An electron promoted from an occupied orbital to an empty one can keep its spin opposite to that of the electron left behind or turn it parallel, giving a singlet or a triplet. The table sets the lowest of each, $S_1$ and $T_1$, side by side for seven silicon-containing molecules at the TDA CAM-B3LYP level. The gap is $S_1$ less $T_1$ at the ground-state geometry, the oscillator strength $f$ measures how strongly $S_1$ absorbs, and the hole–electron distance separates the centroids of the charge removed and the charge added. The rows are called, in order, the alkynylborane, the benzaldehyde, the borole, the silyl-formyl silole, the ethynyl-formyl silole, the spiro compound and the methoxy-methyl silole. No model is fitted; the differences and ratios used are in the printed output after the text.

Vertical excitations of neutral, singlet-ground-state silicon-containing molecules in the gas phase, computed with PySCF 2.14.0 at the TDA CAM-B3LYP/def2-SVP level with density fitting and a frozen core in the response. Each molecule is a single conformer at its GFN2-xTB geometry, and the gap is the lowest singlet energy less the lowest triplet energy.

```tsv
system	triplets sought	formula	singlet triplet gap (eV)	lowest singlet energy (eV)	lowest triplet energy (eV)	lowest singlet oscillator strength	lowest singlet hole electron distance (Å)
N[SiH2]BC#CCN([SiH3])[SiH3]	5	C3H13BN2Si3	0.470	3.380	2.910	0.001	0.530
Cc1ccc([SiH3])cc1C=O	4	C8H10OSi	0.570	3.870	3.300	0.000	1.020
CB(C)C1=CC=C([SiH3])B1	4	C6H12B2Si	1.170	2.670	1.500	0.037	0.470
O=CC1=CC=C([SiH3])[SiH2]1	6	C5H8OSi2	1.230	3.520	2.280	0.000	1.510
C#CC1=CC=C(C=O)[SiH2]1	6	C7H6OSi	1.570	3.480	1.910	0.000	1.680
[SiH3]C1=CC2(C=CC=C2)C=C1	6	C9H10Si	1.730	4.530	2.800	0.019	1.580
COC1=CC=C(C)[SiH2]1	5	C6H10OSi	1.860	4.320	2.460	0.171	0.460
```

*Why does the triplet lie lower in every row?* For a single promotion $i \to a$, the singlet and triplet response equations contain the same orbital energy difference and the same exact-exchange attraction between hole and electron. Subtracting them leaves

$$E_S - E_T = 2K_{ia} + 2\,(ia|f_{\uparrow\downarrow}|ia), \qquad K_{ia} = \iint \frac{\rho_{ia}(\mathbf r)\,\rho_{ia}(\mathbf r')}{|\mathbf r-\mathbf r'|}\,d\mathbf r\,d\mathbf r', \qquad \rho_{ia}=\phi_i\phi_a ,$$

where $f_{\uparrow\downarrow}$ is the opposite-spin correlation kernel, normally a modest correction. $K_{ia}$ is the Coulomb self-energy of the overlap density $\rho_{ia}$ and is positive. The seven positive gaps are therefore largely built into the method and test little. Linear response leaves out double excitations, a caution that bears first on the borole, whose triplet at 1.50 eV is the lowest of the set.

The formula has two instructive limits. If hole and electron occupy separate regions, $\rho_{ia}$ vanishes and the gap closes; if both orbitals are $\pi$ lobes on the same few atoms, $\rho_{ia}$ piles up real charge there and the gap is large. Between them lies the case of two perpendicular orbitals on one atom, whose product has four small lobes of alternating sign that largely cancel one another's field. The gaps span 1.39 eV, a factor of 4.0, and the remaining questions ask how far these limits account for that spread.

*Why is the gap of the benzaldehyde so small?* The same calculation shows that $S_1$ and $T_1$ are one and the same promotion, from the oxygen lone pair into the lowest $\pi^*$ orbital, so the 0.57 eV is a true exchange splitting. Hole and electron are only partly apart: in the triplet, oxygen carries 0.69 of the hole and 0.30 of the electron. Where they meet on oxygen they form the intermediate case above, since the lone pair lies in the molecular plane and the $\pi^*$ lobe stands perpendicular to it. The modest share of the electron on that atom reduces $K$ further, so both features are needed for so small a gap. The near-zero oscillator strength agrees, because the transition dipole is the dipole moment of the same $\rho_{ia}$.

*Does a short hole–electron distance mean a large gap?* It does not, and the rank correlation over the seven rows is only +0.11. The alkynylborane, the borole and the methoxy-methyl silole have distances within 0.07 Å of each other, yet they include both the smallest and the largest gap. The limits explain this: a distance well beyond the orbitals' own spread forces $\rho_{ia}$ to be small, but a short one says only that two centroids coincide, which holds for perpendicular orbitals as well as for parallel ones.

The oscillator strength is closer to the physics, being built from $\rho_{ia}$ itself, but it works in one direction only. A bright state needs a substantial overlap density, and the brightest $S_1$, at $f = 0.171$ in the methoxy-methyl silole, goes with the largest gap, while the two smallest gaps belong to nearly dark states. The two formyl siloles break the pattern, with a dark $S_1$ and gaps above 1 eV. They help to hold the rank correlation with $f$ down to +0.41.

*Why can a dark singlet have a large gap?* The lowest singlet and the lowest triplet need not be the same promotion. In the silyl-formyl silole the calculation assigns $S_1$ as $n\pi^*$ and $T_1$ as $\pi\pi^*$. The $\pi\pi^*$ pair is split so widely that it straddles the $n\pi^*$ pair: its singlet is $S_2$, 0.89 eV above $S_1$, so its splitting is $1.23 + 0.89 = 2.12$ eV. The $n\pi^*$ triplet is the second triplet, also below $S_1$, so the tabulated gap is larger than one splitting and smaller than the other, and measures neither.

The comparison with the benzaldehyde shows the crossing directly. Going from it to the silyl-formyl silole lowers $S_1$, which is $n\pi^*$ in both, by 0.35 eV, while $T_1$ drops by 1.02 eV and changes character. In that regime the gap follows the position of the $\pi\pi^*$ triplet relative to the carbonyl $n\pi^*$ singlet. Extending the conjugation should then widen the gap, the opposite of what a more diffuse $\rho_{ia}$ would do to a matched pair.

Replacing silyl by ethynyl on the formyl silole is in line with this. The highest occupied orbital rises by 0.49 eV while the oxygen lone-pair orbital stays put, and $T_1$ falls by 0.37 eV while $S_1$ moves by only 0.04 eV. The gap widens accordingly. The lowest empty orbital also falls, by 0.24 eV, which by itself would lower both states, so orbital energies alone do not explain why $S_1$ hardly moves. That the states keep their $n\pi^*$ and $\pi\pi^*$ characters in the ethynyl compound is an inference from these shifts, from the dark $S_1$ and from the two triplets below it, and it is untested.

*How can one tell whether $S_1$ and $T_1$ are partners?* Turning the spin of the $S_1$ promotion gives a trial triplet below $S_1$, so part of its character must reside in triplets below $S_1$. Where just one triplet lies there, as in the alkynylborane, the borole and the methoxy-methyl silole, that triplet must carry some of it. The El-Sayed rule adds a second sign, since spin–orbit coupling is weak between states of like orbital character. In the benzaldehyde, where the pairing is known, $S_1$ couples 149 times more strongly to the second triplet than to the first, and the ratios for the alkynylborane and the borole are 28 and 19. This supports pairing only indirectly, because two different $\pi\pi^*$ states would also couple weakly. As for the smallest gap, boron and the far alkyne carbon of the alkynylborane together hold 0.82 of the triplet's electron and 0.49 of its hole, so the two are not simply apart. A hole lying in the plane at boron, perpendicular to the electron's orbital, is the likely cause and would suit the dark $S_1$, but the orbital shapes were not examined.

*How steeply does the splitting grow with overlap?* $K$ is quadratic in $\rho_{ia}$, so scaling the overlap density by a factor scales $K$ by its square if the shape is unchanged. The calculation supplies an overlap index $\Lambda$, in its usual definition the integral of $|\phi_i||\phi_a|$ averaged over the contributing promotions, running from zero for disjoint orbitals to one for coincident ones. Taking $\Lambda$ as that factor gives the parameter-free estimate $K \propto \Lambda^2$. It is applied here to the two pairs whose characters are assigned, the $\pi\pi^*$ pair of the silyl-formyl silole and the $n\pi^*$ pair of the benzaldehyde:

$$\left(\frac{0.82}{0.45}\right)^2 \approx 3.3 \qquad \text{against} \qquad \frac{2.12\ \text{eV}}{0.57\ \text{eV}} \approx 3.7 .$$

The estimate falls 12 % short of the computed ratio. The closeness may be accidental, since the scaling assumes overlap densities of one shape and these two differ in shape. $\Lambda$ discards the signs of the lobes and knows nothing of how compact $\rho_{ia}$ is, and both enter $K$, so a single ratio is suggestive and no more.

The spiro compound shows where the index fails. Its $S_1$ moves charge partly from one ring to the silyl-bearing ring, with a distance of 1.58 Å and a relaxed dipole change of 5.1 D. Its $T_1$ has a distance nine times shorter, with hole and electron both on the silyl-bearing ring, and yet the two states have practically the same $\Lambda$. The triplet reaches its local form by mixing promotions from the two highest occupied orbitals, both spread over the two rings, and an index built from orbital moduli pair by pair is blind to that interference.

The formula suggests a reason for the different localisation. Drawing the hole onto the electron's ring strengthens their attraction in either spin state, but it also enlarges $\rho_{ia}$, and the singlet alone pays $2K$ for that. The triplet therefore localises while the singlet stays more separated. The 1.73 eV compares a local triplet with a partly charge-transfer singlet, which is how a long distance comes to sit beside the second-largest gap.

*Which digits and orders can be trusted?* The entries agree among themselves: the gap of the silyl-formyl silole differs from the difference of its two printed energies by 0.01 eV, within the 0.015 eV that rounding allows. The method is far coarser, with errors of roughly a few tenths of an eV as commonly recalled, and the small basis, the semi-empirical geometry and the single conformer add to that. The 0.06 eV between the borole and that silole fixes no order. The firmest feature is the 0.60 eV step between the two small gaps and the other five. The number of triplets sought is a solver setting that leaves $T_1$ unchanged provided the lowest root was found.

*What would a change of setting or element do?* The exact-exchange share cancels from a matched splitting, so by the formula it acts on such a gap only through the orbitals and the mixing. It does not cancel between unlike states: a smaller share places charge-transfer states low, which would pull the spiro $S_1$ down against its local $T_1$. By this argument, which no second functional tests here, gaps of unmatched pairs should be the ones most exposed to the choice of functional. Every row contains silicon, so no comparison isolates its influence and none of the trends is credited to it.

Siloles serve as electron-transporting and emitting layers in organic light-emitting devices, where the thermal recovery of triplets slows steeply once the gap exceeds a few $kT$. These gaps are 18 to 72 times $kT$ at 300 K, so none of the seven looks suited to it. The values are vertical and gas-phase, and relaxation and a polarisable host would shift them.

Output of the analysis:

```
molecule | gap, S1-T1, gap/2, HOMO-LUMO (eV) | gap/S1 | triplets below S1 | gap/kT(300 K)
alkynylborane      | 0.47 0.47 0.24 6.83 | 0.14 | 1 | 18
benzaldehyde       | 0.57 0.57 0.28 7.92 | 0.15 | 2 | 22
borole             | 1.17 1.17 0.59 6.06 | 0.44 | 1 | 45
silyl-CHO silole   | 1.23 1.24 0.62 6.88 | 0.35 | 2 | 48
ethynyl-CHO silole | 1.57 1.57 0.78 6.14 | 0.45 | 2 | 61
spiro              | 1.73 1.73 0.87 7.37 | 0.38 | 2 | 67
OMe-Me silole      | 1.86 1.86 0.93 7.16 | 0.43 | 1 | 72
largest |gap-(S1-T1)| 0.010 eV; rounding allows 0.015 eV; kT = 0.0259 eV
gap: span 1.39 eV, largest/smallest 4.0; S1 span 1.86, T1 span 1.80 eV
rank correlation of gap (7 rows) with distance +0.11, f +0.41, S1 +0.64, T1 -0.32, HOMO-LUMO +0.18
rows with one triplet below S1: distance span 0.07 A, gap ratio 4.0
S1 transition dipole from f = (2/3) E mu^2, atomic units:
  alkynylborane      0.11
  benzaldehyde       below 0.07 (f rounds to zero)
  borole             0.75
  silyl-CHO silole   below 0.08 (f rounds to zero)
  ethynyl-CHO silole below 0.08 (f rounds to zero)
  spiro              0.41
  OMe-Me silole      1.27
spin-orbit alkynylborane: S1-T1 0.29, S1-T2 8.37 cm-1, ratio 28
spin-orbit benzaldehyde: S1-T1 0.11, S1-T2 16.89 cm-1, ratio 149
spin-orbit borole: S1-T1 0.15, S1-T2 2.74 cm-1, ratio 19
silyl-CHO silole: S2 at 4.41 eV; pi-pi* splitting S2-T1 2.12 eV; n-pi* splitting below 1.23 eV
that pi-pi* splitting minus OMe-Me silole gap +0.26 eV
overlap index pi-pi* 0.82, n-pi* (benzaldehyde) 0.45; squared ratio 3.29
computed splitting ratio 3.73; estimate off by -12 %
benzaldehyde -> silyl-CHO silole: S1 -0.35, T1 -1.02, gap +0.66 eV
silyl -> ethynyl on CHO silole: S1 -0.04, T1 -0.37, gap +0.34 eV
  orbital shifts: HOMO +0.49, LUMO -0.24, O lone pair -0.001 eV
spiro dipole change: S1 relaxed 5.1 D; unrelaxed S1 7.6, T1 0.8 D
spiro distance S1/T1 ratio 9; overlap index S1 minus T1 -0.004
steps between neighbouring gaps (eV): 0.10, 0.60, 0.06, 0.33, 0.16, 0.13
rank correlation of gap with triplets sought +0.51 (a setting, not a cause)
```
